# Appendix: Finite momentum transfer, time reversal, and the response of a $c$-axis excitation of hBN

The question is how a neutral excitation of bulk hexagonal boron nitride with momentum $Q$ along $c$ moves when one ingredient is changed: the coupling block, the layer spacing, one matrix element, the stacking symmetry, or time reversal. The block structure of the Bethe–Salpeter equation (BSE) fixes a weight for each kind of change. Each effect is first estimated from these weights and then computed in a layer model.

## 1. Block structure at momentum $\mathbf Q$

Conventions: spin singlets, no spin–orbit coupling, a static screened interaction $W(\mathbf r,\mathbf r')$, which is real and symmetric, and quasiparticle orbitals $\phi_{n\mathbf k}$ with energies $\varepsilon_{n\mathbf k}$. A variation $\delta\rho\,e^{-i\Omega t/\hbar}$ of the density matrix obeys $\Omega\,\delta\rho=[h,\delta\rho]+[\mathcal K\delta\rho,\rho_0]$. Here $h$ is the quasiparticle Hamiltonian, $\rho_0$ projects on the valence bands, $v_C$ is the bare Coulomb interaction, and

$$(\mathcal K\,\delta\rho)(\mathbf r,\mathbf r')=2\,\delta(\mathbf r-\mathbf r')\!\int\! v_C(\mathbf r-\mathbf r'')\,\delta\rho(\mathbf r'',\mathbf r'')\,d\mathbf r''-W(\mathbf r,\mathbf r')\,\delta\rho(\mathbf r,\mathbf r').\tag{1}$$

The first term is the exchange kernel and the second the direct one. On two-point functions $\mathcal K$ is Hermitian and real, and it commutes with the transposition $P:\mathbf r\leftrightarrow\mathbf r'$.

A resonant pair $i=(v\mathbf k,\,c\,\mathbf k+\mathbf Q)$ is the function $\psi_i=\phi_{c\mathbf k+\mathbf Q}(\mathbf r)\,\phi^*_{v\mathbf k}(\mathbf r')$, of momentum $\mathbf Q$. The kernel conserves crystal momentum, so the antiresonant partners $\phi_{v\mathbf k'}(\mathbf r)\,\phi^*_{c\mathbf k'-\mathbf Q}(\mathbf r')$ also transfer $+\mathbf Q$. They are the adjoints of the resonant pairs of momentum $-\mathbf Q$ and describe the removal of such a pair. Projection on both sets gives, with no symmetry assumed,

$$\begin{pmatrix}A(\mathbf Q)&B(\mathbf Q)\\-B(\mathbf Q)^\dagger&-A(-\mathbf Q)^*\end{pmatrix}\begin{pmatrix}X\\Y\end{pmatrix}=\Omega\begin{pmatrix}X\\Y\end{pmatrix}.\tag{2}$$

The adjoint of a solution at $-\mathbf Q$ with energy $\Omega$ is a solution at $+\mathbf Q$ with energy $-\Omega$. The positive roots of Eq. (2) are therefore $\Omega_n(\mathbf Q)$ and the negative ones $-\Omega_n(-\mathbf Q)$.

With time reversal, $\varepsilon_{n,-\mathbf k}=\varepsilon_{n\mathbf k}$, and the orbitals at $-\mathbf k$ can be generated as $\phi_{n,-\mathbf k}=\phi^*_{n\mathbf k}$. Assign to index $i$ the antiresonant pair with $\mathbf k'=-\mathbf k$:

$$\phi_{v,-\mathbf k}(\mathbf r)\,\phi^*_{c,-\mathbf k-\mathbf Q}(\mathbf r')=\phi^*_{v\mathbf k}(\mathbf r)\,\phi_{c\mathbf k+\mathbf Q}(\mathbf r')=P\psi_i .\tag{3}$$

It has the same pair energy $D_i=\varepsilon_{c\mathbf k+\mathbf Q}-\varepsilon_{v\mathbf k}$. Since $P^\dagger=P$, $P^2=1$ and $[\mathcal K,P]=0$, one has $\langle P\psi_i|\mathcal K|P\psi_j\rangle=\langle\psi_i|\mathcal K|\psi_j\rangle$ and $\langle P\psi_i|\mathcal K|\psi_j\rangle=\langle\psi_i|\mathcal KP|\psi_j\rangle$. The product $\mathcal KP$ of two commuting Hermitian operators is Hermitian. Hence

$$\begin{pmatrix}A&B\\-B&-A\end{pmatrix},\qquad A_{ij}=D_i\delta_{ij}+\langle\psi_i|\mathcal K|\psi_j\rangle,\qquad B_{ij}=\langle\psi_i|\mathcal KP|\psi_j\rangle,\tag{4}$$

with $A$ and $B$ Hermitian and in general complex. This choice of orbitals was used for extended systems by Sander, Maggio and Kresse (2015). Three consequences follow.

*Reciprocity.* If $(X,Y)$ solves Eq. (4) with $\Omega$, then $(Y,X)$ solves it with $-\Omega$. The negative roots are $-\Omega_n(-\mathbf Q)$, so $\Omega_n(\mathbf Q)=\Omega_n(-\mathbf Q)$.

*Half-size problem.* Sum and difference of the rows give $(A-B)(X-Y)=\Omega(X+Y)$ and $(A+B)(X+Y)=\Omega(X-Y)$. If $A-B$ is positive definite,

$$(A-B)^{1/2}(A+B)(A-B)^{1/2}Z=\Omega^2Z,\qquad X\pm Y=\Omega^{\mp1/2}(A-B)^{\pm1/2}Z,\tag{5}$$

and $Z^\dagger Z=1$ gives $X^\dagger X-Y^\dagger Y=1$. All $\Omega^2$ are positive when $A+B$ is positive definite as well. The step needs the same matrices in both rows. With lower blocks $-B^*$ and $-A^*$, the form Eq. (2) takes at $\mathbf Q=0$, it does not close for complex matrices.

*Exchange.* The exchange kernel sees only the diagonal $\psi_i(\mathbf r,\mathbf r)$, which $P$ leaves alone. Its matrix $K$ is the same in $A$ and $B$, cancels from $A-B$, and enters $A+B$ twice.

## 2. Weights of a change

For a non-degenerate root and changes that keep the form (4), first-order perturbation theory with the norm above gives $\delta\Omega=X^\dagger\delta A\,X+Y^\dagger\delta A\,Y+X^\dagger\delta B\,Y+Y^\dagger\delta B\,X$. For a single mode $A$ and $B$ are real numbers, $\Omega^2=A^2-B^2$, $X^2+Y^2=A/\Omega$ and $2XY=-B/\Omega$, so that

$$\delta\Omega=\frac{A\,\delta A-B\,\delta B}{\Omega}.\tag{6}$$

For $B>0$ a change of $A$ alone is amplified by $A/\Omega>1$, a change of exchange ($\delta A=\delta B$) is damped by $(A-B)/\Omega<1$, and a change of $B$ alone acts with the opposite sign, $-B/\Omega$. A term odd under time reversal, shown in Section 4.6 to change $A(\mathbf Q)$ and $A(-\mathbf Q)^*$ oppositely, carries the weight $X^2-Y^2=1$.

## 3. Layer model

Bulk hBN in the AA′ stacking has two layers per cell, related by a $6_3$ screw axis, and a centre of inversion. Take the approximate values $a=2.50$ Å and layer spacing $d=3.33$ Å, so $c=2d=6.66$ Å and the cell area is $S=\sqrt3a^2/2=5.41$ Å$^2$. The lowest excitons, near 6 eV, belong to doubly degenerate in-plane representations. The planar average of their transition density vanishes, so they feel no long-range exchange for $Q\parallel c$. The coupling block matters most for excitations polarised along $c$, and the model lumps these into one excitation per layer.

Its energy without planar-averaged exchange is $E$, its transition dipole per cell and spin is $e\mu$, and its polarisation is spread along $z$ as a normalised Gaussian of width $s$, with Fourier transform $e^{-q^2s^2/2}$. The transition density has amplitude $q\mu\,e^{-q^2s^2/2}$ and the Coulomb kernel is $e^2/\epsilon_0q^2$. The screw axis makes the layers equivalent for this polarisation, so $Q$ may run in the extended zone up to $\pi/d$. Then

$$K(Q)=V\sum_m e^{-(Q+2\pi m/d)^2s^2}=\sum_nK_n\,e^{iQnd},\qquad V=\frac{2e^2\mu^2}{\epsilon_0Sd},\qquad K_n=\frac{Vd}{2\sqrt\pi\,s}\,e^{-n^2d^2/4s^2},\tag{7}$$

where the second form is the Poisson resummation of the first. It expresses planar electrostatics: a sheet polarised along its normal has no field outside itself, so layers couple only where their profiles overlap. The product $Vd$, and with it $K_0$, does not depend on $d$. The model is

$$A=E+2T\cos Qd+K(Q),\qquad B=B_0+K(Q).\tag{8}$$

$T$ is the interlayer transfer through band dispersion and the direct kernel. $B_0$ collects the on-layer coupling from the direct kernel (negative) and from exchange with in-plane reciprocal vectors (positive). The interlayer part of that exchange would only renormalise $K_1$. The reference has $T=B_0=0$, and both are restored below.

The inputs $E=12$ eV, $V=14$ eV and $s=0.90$ Å are illustrative. They were chosen to reproduce typical behaviour along $c$, an electronic dielectric constant near 3 and a main loss peak in the low 20 eV range. They imply $\mu=0.835$ Å and an oscillator plasma energy $\sqrt{2EV}=18.3$ eV. Eight valence electrons per volume $Sd$ give a free-electron value of 24.7 eV, so the oscillator uses a fraction 0.55 of the sum rule and does not exceed it. With $d^2/4s^2=3.42$, $K_0=14.61$ eV, $K_1=0.477$ eV and $K_2=1.7\times10^{-5}$ eV, so $K=K_0+2K_1\cos Qd$ suffices and $\Omega^2=E(E+2K)$.

The loss function has its poles at these $\Omega$. The macroscopic dielectric function has its poles at the roots obtained without the $m=0$ term, which at $Q\to0$ means $K\to K-V$. Γ′ denotes $Q=2\pi/c=0.94$ Å$^{-1}$, which folds onto Γ, and A lies at $\pi/c=0.47$ Å$^{-1}$.

| Mode | $Qd$ | $B$ (eV) | $A$ (eV) | $\Omega$ (eV) |
|---|---|---|---|---|
| loss, Γ | 0 | 15.57 | 27.57 | 22.75 |
| loss, A | $\pi/2$ | 14.61 | 26.61 | 22.24 |
| loss, Γ′ | $\pi$ | 13.66 | 25.66 | 21.72 |
| optical, Γ | 0 | 1.57 | 13.57 | 13.48 |

The static dielectric constant is the squared ratio of the loss and optical energies at Γ, 2.85. The bandwidth Γ–Γ′, which is the Davydov splitting at Γ of the folded zone, is 1.03 eV. At A the weights are $A/\Omega=1.20$, $(A-B)/\Omega=0.54$ and $B/\Omega=0.66$, and $Y^2=(A/\Omega-1)/2=0.098$.

## 4. Six changes

### 4.1 The coupling block is dropped

*Reasoning.* In the Tamm–Dancoff approximation (TDA) $B=0$ and $\Omega=A$. Since $\sqrt{1-x}\le1-x/2$, the energy rises by at least $B^2/2A$. This is 4.4 eV for the loss mode at Γ and 0.090 eV for the optical one, whose $B$ lacks the long-range part. The dispersion is pure exchange, so its weight goes from 0.54 to one and the band should almost double in width.

*Calculation.* The differences $A-\Omega$ are 4.82 eV and 0.091 eV. The TDA bandwidth is $4K_1=1.91$ eV. The weighted estimate $4K_1E/\Omega$ at A gives 1.03 eV, the same as the full value to this precision.

### 4.2 The spacing is reduced by 2 per cent

*Reasoning.* Hold $E$, $\mu$, $s$ and $S$ fixed. $K_0$ stays, and $d\ln K_1/d\ln d=-d^2/2s^2$, so $K_1$ grows by about 13.7 per cent and $2K_1$ by 0.131 eV. The loss mode rises at Γ, falls at Γ′, and stays at A, where $\cos Qd=0$. With the exchange weight 0.53 at Γ the rise is 0.069 eV, and the same estimate at Γ′ gives $-0.072$ eV. The optical mode contains $K-V$, and $V\propto1/d$ grows by 0.28 eV, more than $2K_1$ does. It should therefore fall, and with its weight 0.89 the shift is $-0.133$ eV.

*Calculation.* $K_1$ becomes 0.546 eV, up by 14.5 per cent. The loss mode shifts by 0.073 eV at Γ and $-0.077$ eV at Γ′. At A only $K_2$ acts, and the shift is $-1.3\times10^{-5}$ eV. The optical mode shifts by $-0.132$ eV, and the dielectric constant rises to 2.93. Loss and optical energies at Γ move in opposite directions.

*Rival terms.* Compression also alters the bands and the screening, and thus $E$. A change of $E$ by 0.05 eV moves the loss band by 0.06 eV at A, as much as the effect itself. The interlayer transfer $T$ changes as well and acts on the width. The shifts above widen the band by 0.15 eV at $T=0$. Section 4.3 cannot exclude $|T|\approx0.2$ eV and gives the change of width as $4\,\delta T\,A/\Omega$. If such a $T$ grows with overlap as $K_1$ does, by 14.5 per cent, this is 0.14 eV in magnitude, which nearly doubles the widening for positive $T$ and nearly cancels it for negative $T$. The model thus does not fix the absolute position of the band, and its widening holds for the $T=0$ reference and is otherwise conditional on $T$ and $dT/dd$.

### 4.3 An interlayer transfer is added to $A$

*Reasoning.* $T$ enters $A$ only and carries the amplified weight. The bandwidth changes by $4TA/\Omega$, which is 0.479 eV for the illustrative $T=0.1$ eV. A transfer about one fifth of $K_1$ thus changes the width by nearly half.

*Calculation.* $\Omega^2=(E+2T\cos Qd)(E+2T\cos Qd+2K)$ gives 22.99 eV at Γ and 21.48 eV at Γ′, a width of 1.51 eV and a change of 0.479 eV. A negative $T$ of magnitude $K_1E/A\approx0.2$ eV flattens the band, and a larger one inverts it. A transfer of this size cannot be excluded without a band calculation, so the downward dispersion of the reference is the model's and is conditional on $T$.

### 4.4 The on-layer coupling is switched on

*Reasoning.* Take $B_0=-1$ eV (illustrative) at fixed $A$, as a dominant direct term would give. An attractive term in $B$ raises the energy, because it reduces $|B|$ and so weakens the pull of the negative-energy partner towards zero. The first-order shift is $B/\Omega$ times 1 eV: 0.66 eV for the loss mode at A and 0.12 eV for the optical mode. From $\Omega^2=A^2-B^2$ the term $-B_0^2/2\Omega$ is added, $-0.037$ eV for the optical mode, a third of the first-order value.

*Calculation.* $\Omega^2=(E-B_0)(E+B_0+2K)$ gives shifts of 0.63 eV and 0.079 eV. An unknown $B_0$ of this size limits the absolute energies of the table to a few tenths of an eV. The further digits serve only for differences within the model.

### 4.5 The layers are made inequivalent

*Reasoning.* In AA′ stacking, inversion already gives $\Omega(Q)=\Omega(-Q)$, and inversion combined with time reversal allows real $A$ and $B$. A test of Eq. (4) needs a stack without these. Let the layer energies be $E\pm\eta$, as is allowed in Bernal (AB) stacking, where the eclipsed atom is boron in one layer and nitrogen in the next. Let the spacings alternate, $d_1+d_2=c$, with couplings $K'$ and $K''$. With both changes no spatial operation of the model reverses $z$. Time reversal still holds, so reciprocity must survive. The contact of the two branches at A, which the screw axis together with time reversal enforces, must open. The energy alternation acts on $A$ and gives $2\eta A/\Omega$. The spacing alternation acts through exchange and gives $2|K'-K''|E/\Omega$. The first is diagonal in the layer index and the second off-diagonal, so they add in quadrature. For $\eta=0.05$ eV and $d_{1,2}=(1\mp0.02)d$, $K'=0.546$ eV, $K''=0.415$ eV and $|K'-K''|=0.131$ eV. The contributions are 0.120 eV and 0.141 eV, together 0.185 eV.

*Calculation.* In the basis of layer Bloch sums,

$$A-B=\begin{pmatrix}E+\eta&0\\0&E-\eta\end{pmatrix},\quad B=\begin{pmatrix}K_0&g\\g^*&K_0\end{pmatrix},\quad g=K'e^{iQd_1}+K''e^{-iQd_2}.\tag{9}$$

$B$ is complex Hermitian and not symmetric. With $A_0=E+K_0$, the product $(A-B)(A+B)$ has trace $2[E(E+2K_0)+\eta^2]$ and determinant $(E^2-\eta^2)[(E+2K_0)^2-\eta^2-4|g|^2]$, whence

$$\Omega_\pm^2=E(E+2K_0)+\eta^2\pm2\sqrt{\eta^2A_0^2+(E^2-\eta^2)|g|^2},\qquad|g|^2=K'^2+K''^2+2K'K''\cos Qc.\tag{10}$$

This is even in $Q$, although $g(-Q)=g(Q)^*\ne g(Q)$. At A the roots are 22.334 eV and 22.149 eV, a gap of 0.185 eV. At $Qc=\pm\pi/2$ they are 22.61 eV and 21.86 eV for either sign. Two Hermitian $2\times2$ matrices can always be made real together by a change of basis, so irreducibly complex blocks first occur with three or more pair states. Equation (5) holds for them unchanged, since its derivation used only hermiticity and positivity.

### 4.6 Time reversal is broken

*Reasoning.* Give the interlayer transfer an imaginary part, so that $A(Q)\to A+\gamma\sin Qd$. Equation (3) is lost and Eq. (2) applies, with lower block $-(A-\gamma\sin Qd)$. The added term is $\gamma\sin Qd$ times the unit matrix, so both roots shift rigidly, with weight one. $B$ stays even in $Q$, because it is symmetric in the layer indices.

*Calculation.* The roots are $\gamma\sin Qd\pm\sqrt{A^2-B^2}$, so $\Omega(Q)-\Omega(-Q)=2\gamma\sin Qd$, and the spectrum at $Q$ is no longer symmetric about zero. Forcing the term into Eq. (5) would give it the weight $A/\Omega$, which is 1.21 at $Qd=\pi/4$, instead of one. As a scale take $\gamma=\mu_BB_{\rm ext}=0.58$ meV for a field of 10 T. The asymmetry at $Qd=\pi/4$ is then 0.82 meV, three orders of magnitude below the bandwidth.

Such a term needs inversion to be broken as well. For a field along $c$, a mirror plane $M$ containing $c$ also forbids it, while a chiral, helically twisted stack allows it. The mirror and time reversal each reverse the field, so their product remains a symmetry, and it maps $Q\to-Q$. Assigning the antiresonant partners through this product replaces $P$ by $P$ times the mirror acting on both arguments, which is again Hermitian, squares to one and commutes with $\mathcal K$. The form (4) and Eq. (5) therefore survive in AA′ hBN in a field along $c$. An in-plane doublet shows this. In a real basis its Zeeman term is $\zeta\sigma_y$, so the blocks of Eq. (2) are $\alpha+\zeta\sigma_y$, $\beta$, $-\beta$ and $-(\alpha-\zeta\sigma_y)$, with real $\alpha$, $\beta$, $\zeta$ and positive roots $\sqrt{\alpha^2-\beta^2}\pm\zeta$. The substitution $Y=\sigma_zY'$ gives the form (4) with $A=\alpha+\zeta\sigma_y$ and $B=\beta\sigma_z$, and $(A-B)(A+B)$ has the squares of these roots as eigenvalues. Reciprocity follows from any symmetry that reverses $Q$, whereas the derivation of the squared problem needs one that is antiunitary and squares to one. A field in a general direction leaves only inversion, which keeps $\Omega(Q)=\Omega(-Q)$ but not that derivation.

## 5. Summary of responses

| Change | Quantity | Estimate (eV) | Model (eV) |
|---|---|---|---|
| $B\to0$ | loss, Γ | $\ge4.4$ | 4.82 |
| $B\to0$ | optical, Γ | $\ge0.090$ | 0.091 |
| $d\to0.98d$ | loss, Γ | 0.069 | 0.073 |
| $d\to0.98d$ | loss, Γ′ | $-0.072$ | $-0.077$ |
| $d\to0.98d$ | optical, Γ | $-0.133$ | $-0.132$ |
| $T=0.1$ eV | bandwidth | 0.479 | 0.479 |
| $B_0=-1$ eV | loss, A | 0.66 | 0.63 |
| $\eta$, $d_1\ne d_2$ | gap at A | 0.185 | 0.185 |

All entries are the model's, and those for $d\to0.98d$ hold at $T=0$ and fixed $E$. Its loss energy and dielectric constant lie in the typical range for hBN along $c$ because the inputs were so chosen. The real loss feature is typically several eV wide, being built from many interband transitions, and a single undamped oscillator does not describe that width, which exceeds every entry except the first. Equations (4) and (5), and the first-order matrix expression from which Eq. (6) follows, do not depend on the model and apply to the full pair basis.